# The Fermi–Amaldi atom, with F⁻ and Cl⁻ as the marginal case

I use Hartree atomic units ($\hbar=m_e=e=4\pi\varepsilon_0=1$; lengths in bohr, energies in hartree). $Z$ is the nuclear charge, $N$ the number of electrons, $n(\mathbf r)\ge0$ their density, and $V$ the potential energy of one electron. TF stands for Thomas–Fermi, FA for Fermi–Amaldi.

## 1. Premises

**P1.** Point nucleus at rest, no relativity, no spin polarisation, spherical density.

**P2.** The kinetic energy is locally that of a uniform Fermi gas. Two spin states per cell $(2\pi)^3$ of phase space, filled to $p_F$, give $n=p_F^3/3\pi^2$ and an energy density $p_F^5/10\pi^2=c_Fn^{5/3}$ with $c_F=\tfrac3{10}(3\pi^2)^{2/3}$.

**P3.** Every electron carries the same share $n/N$ of the density, and only distinct electrons repel. With

$$J[n]=\frac12\iint\frac{n(\mathbf r)\,n(\mathbf r')}{|\mathbf r-\mathbf r'|}\,d^3r\,d^3r',$$

one pair contributes $2J/N^2$, and $N(N-1)/2$ pairs contribute $\gamma J$ with $\gamma=(N-1)/N$.

P3 is the correction of Fermi and Amaldi (1934). It amounts to a hole $-n(\mathbf r')/N$ that holds one electron and does not depend on where the reference electron sits. It removes the repulsion for $N=1$, and for two electrons in one spatial orbital it gives the Hartree–Fock exchange energy $-J/2$. The functional is

$$E[n]=c_F\!\int\! n^{5/3}d^3r-Z\!\int\!\frac nr\,d^3r+\gamma J[n]\equiv T+V_{ne}+U,\qquad \int n\,d^3r=N.\tag{1}$$

At fixed $N\ge1$, $\gamma\ge0$ is a constant. The first term is strictly convex, the second linear, and $J$ is convex because the Coulomb kernel $4\pi/k^2$ is positive. A density that satisfies the stationarity conditions is therefore the unique minimiser.

## 2. Reduction to the TF equation

I vary (1) with a multiplier $\mu$ for the norm and respect $n\ge0$:

$$\tfrac12(3\pi^2n)^{2/3}=\mu-V\ \ (n>0),\qquad V\ge\mu\ \ (n=0),\qquad V=-\frac Zr+\gamma v_H,\tag{2}$$

with $v_H(\mathbf r)=\int n(\mathbf r')\,d^3r'/|\mathbf r-\mathbf r'|$ and $\tfrac53c_F=\tfrac12(3\pi^2)^{2/3}$. Both cases are contained in $n=[2(\mu-V)_+]^{3/2}/3\pi^2$, where $y_+=\max(y,0)$. Define $\chi$ by

$$\mu-V=\frac{Z\chi}{r}.\tag{3}$$

The nucleus dominates as $r\to0$, so $\chi(0)=1$. For $r>0$, $\nabla^2(1/r)=0$ and $\nabla^2v_H=-4\pi n$, hence $\nabla^2(\mu-V)=4\pi\gamma n$. For a spherical function $\nabla^2(\chi/r)=\chi_{rr}/r$, so

$$\frac Zr\,\chi_{rr}=4\pi\gamma n=\frac{4\gamma}{3\pi}\left(\frac{2Z\chi_+}{r}\right)^{3/2}.\tag{4}$$

Put $r=bx$. Then $\chi''=b^{3/2}\,(2^{7/2}\gamma Z^{1/2}/3\pi)\,\chi_+^{3/2}x^{-1/2}$, the prime meaning $d/dx$. For $N>1$ I choose $b$ to make the constant unity:

$$\chi''=\frac{\chi_+^{3/2}}{\sqrt x},\qquad b=b_0Z^{-1/3}\left(\frac{N}{N-1}\right)^{2/3},\qquad b_0=\frac{(3\pi)^{2/3}}{2^{7/3}}=0.8853.\tag{5}$$

This is the TF equation. The TF length $b_{TF}=b_0Z^{-1/3}$ is stretched by $\gamma^{-2/3}$.

## 3. Boundary condition and outer potential

Suppose $\chi$ reaches zero at $x_0$, so that $n=0$ beyond $r_0=bx_0$. By (4), $4\pi r^2n\,dr=(Z/\gamma)\,x\chi''dx$, and $x\chi''=(x\chi'-\chi)'$. Therefore

$$N=\frac Z\gamma\big[x\chi'-\chi\big]_0^{x_0}=\frac Z\gamma\big[1+x_0\chi'(x_0)\big].$$

The lower limit gives $+1$ because $\chi'(0)$ is finite: $\chi''\sim x^{-1/2}$ is integrable. Since $\gamma N=N-1$,

$$-x_0\chi'(x_0)=q\equiv\frac{Z-N+1}{Z},\qquad 1-q=\int_0^\infty x^{1/2}\chi_+^{3/2}dx.\tag{6}$$

Outside a spherical charge $v_H=N/r$, so

$$V=-\frac{Z-N+1}{r}\quad(r\ge r_0),\qquad \mu=V(r_0)=-\frac{Z-N+1}{r_0}.\tag{7}$$

In (5) this region is the straight line $\chi=q(1-x/x_0)$, which joins with the slope (6) and is negative for $q>0$, as $V\ge\mu$ requires. The long-range potential is the physical one: an electron far out sees the nucleus screened by the other $N-1$. For a neutral atom it is $-1/r$.

## 4. For which $N$ a solution exists

Let $\chi_B$ solve (5) with $\chi(0)=1$, $\chi'(0)=-B$. The right side is Lipschitz in bounded $\chi$ with an integrable weight, so $\chi_B$ is unique and continuous in $B$. It is convex.

*Ordering.* For $B_1<B_2$, $d=\chi_{B_1}-\chi_{B_2}$ has $d(0)=0$, $d'(0)>0$, and $d''\ge0$ as long as $d\ge0$. So $d$ is positive and grows at least linearly.

*Three types.*

(i) $\chi$ reaches zero at a finite $x_0$. The slope there cannot vanish, for $\chi=\chi'=0$ would give $\chi\equiv0$ by uniqueness. So $q>0$.

(ii) $\chi$ stays positive and decreasing. Its limit is zero, since a positive limit would make $\int\chi''dx$ diverge and turn the slope positive. Convexity gives $0\le-\tfrac12x\chi'(x)\le\chi(x/2)-\chi(x)\to0$. The bracket of section 3 then equals 1, so $N=Z/\gamma$, that is $q=0$, and $\mu=0$ because $V$ and $\chi/r$ both vanish at infinity.

(iii) $\chi'$ reaches zero at positive $\chi$. Then $\chi$ grows afterwards and $\int n\,d^3r$ diverges.

Type (iii) occurs for $B\le0$. Type (i) occurs for large $B$, because $\chi\le1$ implies $\chi\le1-Bx+\tfrac43x^{3/2}$. Both sets of $B$ are open and they are disjoint, so some $B_\infty>0$ belongs to neither and is of type (ii). It is unique, since two such solutions would differ by a growing $d$ while both tend to zero. I call it $\chi_\infty$. For $B>B_\infty$ the ordering makes $x_0$ and the integral in (6) decrease strictly. The integral is continuous in $B$ (its integrand is dominated by that of $\chi_\infty$), equals 1 at $B_\infty$, and tends to 0 as $B\to\infty$. Each $q\in[0,1)$ thus belongs to exactly one slope $B_q$, $x_0$ decreases with $q$, and $q<0$ has no solution:

- $1<N<Z+1$: finite radius and $\mu<0$. The neutral atom, $q=1/Z$, is among these.
- $N=Z+1$: infinite radius and $\mu=0$.
- $N>Z+1$: no minimiser. With $\gamma$ kept at $(N-1)/N$, the nucleus retains the type (ii) charge $Z/\gamma=ZN/(N-1)<N$, and the rest spreads to infinity at vanishing energy.

For a free O²⁻ ($Z=8$, $N=10$) the retained charge is $8.89$ electrons. It depends on how many electrons were counted at infinity, a first sign that (1) is not size-consistent.

*The limit $N=1$.* Here $\gamma=0$ and I use (2) directly: $n=[2Z(1/r-1/r_0)]^{3/2}/3\pi^2$. With $\int_0^1u^{1/2}(1-u)^{3/2}du=\pi/16$ the norm is $(2Zr_0)^{3/2}/12$. With no repulsion $dE/dN=\mu=-2Z^2(12N)^{-2/3}$, and integrating from 0 to 1 gives $E=-(3/2)^{1/3}Z^2=-1.145\,Z^2$, against the exact $-Z^2/2$. P3 repairs the repulsion and leaves the kinetic error of P2 in place.

## 5. Map to the TF ion, and the energy

The TF ion ($\gamma=1$) with $M$ electrons has $q=(Z-M)/Z$. The FA system with $N$ electrons therefore shares $\chi$ with the TF ion of $M=N-1$ electrons. With $s=\gamma^{-2/3}$, (3) gives $n_{FA}(sr)=s^{-3/2}n_{TF}(r)=\gamma\,n_{TF}(r)$. The norm scales as $s^3\gamma=1/\gamma$, which turns $N-1$ into $N$. $T$ scales as $s^3\gamma^{5/3}$, $V_{ne}$ as $s^2\gamma$, and $\gamma J$ as $\gamma\,s^5\gamma^2$. All three factors equal $\gamma^{-1/3}$:

$$E_{FA}(Z,N)=\left(\frac N{N-1}\right)^{1/3}E_{TF}(Z,N-1).\tag{8}$$

Three relations give the explicit energy. Stationarity under $n\to a^3n(a\mathbf r)$, for which $T\propto a^2$ and $V_{ne},U\propto a$, gives $2T+V_{ne}+U=0$, so $E=-T$. Multiplying (2) by $n$ and integrating gives $\tfrac53T+V_{ne}+2U=\mu N$. The constant term of (3) at $r\to0$ gives $\mu-\gamma v_H(0)=-ZB_q/b$, and $V_{ne}=-Zv_H(0)$. From the first two, $U=\mu N+T/3$ and $E=\tfrac37(V_{ne}+\mu N)$. With $\mu=-qZ/bx_0$ and $N-Z/\gamma=-qZ/\gamma$,

$$E=-\frac37\frac{Z^2}{\gamma b}\left(B_q-\frac{q^2}{x_0}\right).\tag{9}$$

For $N=Z+1$ this gives $T:V_{ne}:U=3:-7:1$ and

$$E_{FA}(Z,Z+1)=\left(1+\frac1Z\right)^{1/3}E_0,\qquad E_0=E_{TF}(Z,Z)=-\frac{3B_\infty}{7b_0}Z^{7/3}.\tag{10}$$

## 6. The marginal case and the approach to it

*Sandwich for $\chi_\infty$.* Let $c=12^{1/3}$, so $c^6=144$. The function $w_>=144/(x+c^2)^3$ has $w_>(0)=1$ and $w_>''=w_>^{3/2}/\sqrt{x+c^2}<w_>^{3/2}/\sqrt x$. The difference $\chi_\infty-w_>$ vanishes at both ends. At a positive maximum its second derivative would exceed $(\chi_\infty^{3/2}-w_>^{3/2})/\sqrt x>0$, which is impossible. The function $w_<=144/(\sqrt x+c)^6$ also starts at 1, and differentiating twice gives $w_<''\sqrt x/w_<^{3/2}=u(42+6u)/48>1$ with $u=1+c/\sqrt x>1$. The same argument applies to $w_<-\chi_\infty$. Hence

$$\frac{144}{(\sqrt x+c)^6}\le\chi_\infty\le\frac{144}{(x+c^2)^3},\qquad x^3\chi_\infty\to144.\tag{11}$$

The limit is Sommerfeld's exact solution $144/x^3$. With $Zb^3=9\pi^2/128\gamma^2$ the tail of the anion is

$$V\to-\frac{81\pi^2}{8\gamma^2r^4}=-\frac{99.93}{\gamma^2r^4},\qquad n\to\frac{243\pi}{8\gamma^3r^6}=\frac{95.43}{\gamma^3r^6}.\tag{12}$$

The density is positive at every radius, and $\langle r^k\rangle$ diverges for $k\ge3$. The approach is slow. Inserting $\chi=144x^{-3}(1+\epsilon x^p)$ and linearising gives $(p-3)(p-4)=18$, or $p^2-7p-6=0$, with roots $7.772$ and $-0.772$. The growing root is excluded by (11), and the relative correction decays only as $x^{-0.772}$.

*Charge in the tail.* Since $Z/\gamma=N$ for the anion, the number of electrons beyond $x$ is $NQ(x)$ with

$$Q(x)=\int_x^\infty t^{1/2}\chi_\infty^{3/2}dt=\chi_\infty-x\chi_\infty',\qquad x^3Q\to576.\tag{13}$$

*Bounds on the radius for $q>0$.* The ordering gives $\chi_{B_q}\le\chi_\infty$. In (6) this means $1-q\le1-Q(x_0)$. Convexity puts $\chi_{B_q}$ above its tangent at the edge. So

$$Q(x_0)\le q,\qquad q\,(1-x/x_0)\le\chi_\infty(x)\quad(x<x_0).\tag{14}$$

The second inequality at $x=3x_0/4$, with $\chi_\infty<144/x^3$, gives $q\,x_0^3<144\cdot256/27$, or $q^{1/3}x_0<11.09$ for all $q$. The first gives $\liminf q^{1/3}x_0\ge576^{1/3}=8.32$ as $q\to0$. If $N$ is treated as continuous, $r_0$ diverges as $(Z+1-N)^{-1/3}$ and $|\mu|$ vanishes as $(Z+1-N)^{4/3}$.

## 7. What "bound" means here

The limit $N\le Z+1$ concerns the existence of a normalised self-consistent density. It does not say that the anion lies below the atom plus a free electron, because $\mu$ is the multiplier at fixed $\gamma$ while $\gamma$ depends on $N$. At the minimiser only the explicit dependences count, and $d\gamma/dN=1/N^2$:

$$\frac{dE_{FA}}{dN}=\mu+\frac{J}{N^2}.\tag{15}$$

At $N=Z+1$, approached from below, $\mu=0$ and $J=|E|/3\gamma$, so the slope is $|E|/3N(N-1)>0$. The added electron shrinks the share $1/N$ of the repulsion that is taken away from all the others.

The finite difference $A=E_{FA}(Z,Z)-E_{FA}(Z,Z+1)$ is the model's electron affinity from total energies, positive if the anion is stable. By (8) it needs $E_{TF}(Z,Z-1)=E_0+I$, where $I$ is the TF ionisation energy.

*Lower bound.* In TF theory $\gamma=1$ is fixed, so $dE/dM=\mu\le0$ and $I\ge0$. Then

$$A\ge A_-=-|E_0|\left[\left(\frac Z{Z-1}\right)^{1/3}-\left(\frac{Z+1}Z\right)^{1/3}\right],\qquad A=A_-+\left(\frac Z{Z-1}\right)^{1/3}I.\tag{16}$$

*Upper bound for every $Z>1$.* As a trial density for the TF ion I multiply the neutral TF density by $\lambda=(Z-1)/Z$ and dilate it by $a$. With $T=|E_0|$, $V_{ne}=-\tfrac73|E_0|$, $J=\tfrac13|E_0|$ the energy is $|E_0|\,[a^2\lambda^{5/3}-a\lambda(7-\lambda)/3]$, whose minimum over $a$ is $-|E_0|\lambda^{1/3}(7-\lambda)^2/36$. For $N=Z$ one has $\gamma=\lambda$, so the prefactor in (8) cancels $\lambda^{1/3}$, and $(7-\lambda)/6=1+1/6Z$:

$$A\le-|E_0|\left[\left(1+\frac1{6Z}\right)^2-\left(1+\frac1Z\right)^{1/3}\right]<0.\tag{17}$$

The sign follows from $(1+1/6Z)^2>1+1/3Z\ge(1+1/Z)^{1/3}$. By total energies, every FA anion lies above its neutral atom.

*A sharper upper bound.* A TF ion of net charge $\kappa\in[0,1]$ has $|\mu|=\kappa/b_{TF}x_0(\kappa/Z)\le\kappa/b_{TF}x_0(1/Z)$, because $x_0$ decreases with $q$. Integrating over $\kappa$,

$$I\le\frac1{2\,b_{TF}\,x_0(1/Z)}.\tag{18}$$

The model thus offers two readings of the affinity, $-\mu=0$ and $A<0$, and they disagree.

## 8. Range of validity

*Local approximation.* P2 needs $\eta=|d(1/p_F)/dr|\ll1$. From $p_F^2=2Z\chi/r$,

$$\eta=\frac{\chi-x\chi'}{2\chi^{3/2}\sqrt{2Zbx}}.\tag{19}$$

At fixed $x$ this falls as $Z^{-1/3}$. Near the nucleus $\eta=1/(2\sqrt{2Zr})$, which exceeds 1 for $r<1/8Z$. At a finite edge $\eta$ diverges. In the tail (12) it grows as $4\gamma r/9\pi$. The edge of the atom and the tail of the anion, which are the features that P3 changes, lie where P2 fails. A quantum-mechanical anion with a positive affinity $A$ has a density that falls as $e^{-2\sqrt{2A}\,r}$ up to a power of $r$, with neither an edge nor an $r^{-6}$ tail.

*Neglected terms.* The FA term $-J/N$ scales as $Z^{4/3}$. Two omitted terms are larger for large $Z$. I quote the Scott correction for the innermost electrons, $+Z^2/2$, without derivation; it is set by the region $r\sim1/Z$ and so cancels to leading order in $A$. Dirac's local exchange energy, evaluated on the model density, is

$$E_x=-\frac34\left(\frac3\pi\right)^{1/3}\!\int n^{4/3}d^3r=-\frac4{\pi^2}Z^2b\int_0^\infty\chi_+^2dx\ \propto Z^{5/3},\tag{20}$$

using $n^{4/3}=(3\pi^2)^{-4/3}(2Z\chi/r)^2$ and $d^3r=4\pi r^2b\,dx$. The ratio of the FA term to $E_x$ falls as $Z^{-1/3}$, so P3 is not an approximation to exchange in heavy atoms.

*What holds.* Equations (5) to (18) are exact consequences of (1) for $1<N\le Z+1$, with $Z>1$ where the neutral atom enters. Of these, the outer potential in (7) follows from P3 and Gauss's law alone, and survives a better kinetic energy. The limit $N=Z+1$ is the same for every element because the model has no shells: it cannot tell an element that forms a stable anion from one that does not. Energy differences between different $N$ contain the term $J/N^2\propto Z^{1/3}$ of (15) and should not be read as affinities or ionisation energies. The functional is not size-consistent and cannot be used for separated fragments.

## 9. Numbers for F⁻ and Cl⁻

The only properties of the ions that enter are $Z=9$, $N=10$, $\gamma=9/10$ and $Z=17$, $N=18$, $\gamma=17/18$. The inputs are approximate tabulated values of the universal function: $B_\infty\approx1.588071$, $\int_0^\infty\chi_\infty^2dx\approx0.615$, and the second and third columns here.

| $x$ | $\chi_\infty$ | $-\chi_\infty'$ | $Q$ | $576/x^3$ |
|---|---|---|---|---|
| 5 | 0.07881 | 0.02356 | 0.197 | 4.61 |
| 7 | 0.04610 | 0.01114 | 0.124 | 1.68 |
| 10 | 0.02431 | 0.004603 | 0.0703 | 0.576 |
| 20 | 0.005785 | 0.0006473 | 0.0187 | 0.0720 |

The last two columns show that the limiting law is of no numerical use over this range. From (5), $b=0.4566$ bohr for F⁻ and $0.3577$ bohr for Cl⁻. Equations (13) and (19) give the model's tails:

| $x$ | $r$, F⁻ | $NQ$, F⁻ | $\eta$, F⁻ | $r$, Cl⁻ | $NQ$, Cl⁻ | $\eta$, Cl⁻ |
|---|---|---|---|---|---|---|
| 5 | 2.28 | 1.97 | 0.69 | 1.79 | 3.54 | 0.57 |
| 7 | 3.20 | 1.24 | 0.83 | 2.50 | 2.23 | 0.68 |
| 10 | 4.57 | 0.703 | 1.02 | 3.58 | 1.27 | 0.84 |
| 20 | 9.13 | 0.187 | 1.66 | 7.15 | 0.337 | 1.36 |

The outermost electron of each model ion sits where $\eta$ is about 0.8 or more.

*The neutral atoms, for contrast.* For F, $q=0.1111<Q(7)$. $Q$ decreases, so (14) gives $x_0>7$, and at $x=7$ also $x_0\le7/(1-9\times0.04610)=12.0$. With $\gamma=8/9$, $b=0.4604$ bohr and the model radius lies between $3.2$ and $5.5$ bohr. For Cl, $q=0.0588<Q(10)$, so $10<x_0\le10/(1-17\times0.02431)=17.0$. With $\gamma=16/17$, $b=0.3585$ bohr and the radius lies between $3.6$ and $6.1$ bohr. One more electron sends both radii to infinity.

*Energies.* $3B_\infty/7b_0=0.7687$. All entries are in hartree, and bounds are rounded to the nearest digit.

| quantity | F⁻ | Cl⁻ |
|---|---|---|
| $E_0$ | −129.5 | −571.3 |
| $E_{FA}(Z,Z+1)$, eq. (10) | −134.2 | −582.2 |
| FA term $-J/N=E_{FA}/3Z$ | −5.0 | −11.4 |
| local exchange, eq. (20), not in the model | −9.2 | −25.8 |
| Scott term, not in the model | 40.5 | 144.5 |
| slope $J/N^2$, eq. (15) | 0.497 | 0.634 |
| $A_-$, eq. (16) | −0.557 | −0.673 |
| upper bound on $A$, eq. (17) | −0.212 | −0.268 |
| upper bound on $A$, eqs. (16), (18) | −0.382 | −0.525 |

The last row uses $x_0>7$ and $x_0>10$, which add $0.175$ and $0.148$ hartree to $A_-$. The model's affinity from total energies lies between $-15.1$ and $-10.4$ eV for fluorine and between $-18.3$ and $-14.3$ eV for chlorine, while $-\mu$ is zero for both. The FA term is about half the local exchange energy, and the Scott term exceeds both, so the total energies describe the model and nothing more.

As typical knowledge, not as measurements: both ions are stable, with typical affinities of about 3.4 eV (F) and 3.6 eV (Cl), so $-\mu$ is too small by the whole affinity and $A$ has the wrong sign; typical total energies are about $-100$ and $-460$ hartree, so the model overbinds by roughly a third and a quarter; and the charge beyond 3 to 4 bohr is typically a few tenths of an electron, so the model's tails are too heavy by a factor of a few. F⁻ and Cl⁻ are the marginal case of the FA equation because $N=Z+1$ cancels the Coulomb tail in (7). The binding of the real ions rests on the closed $p$ shell, exchange and correlation, which P2 and P3 leave out or represent only by $-J/N$.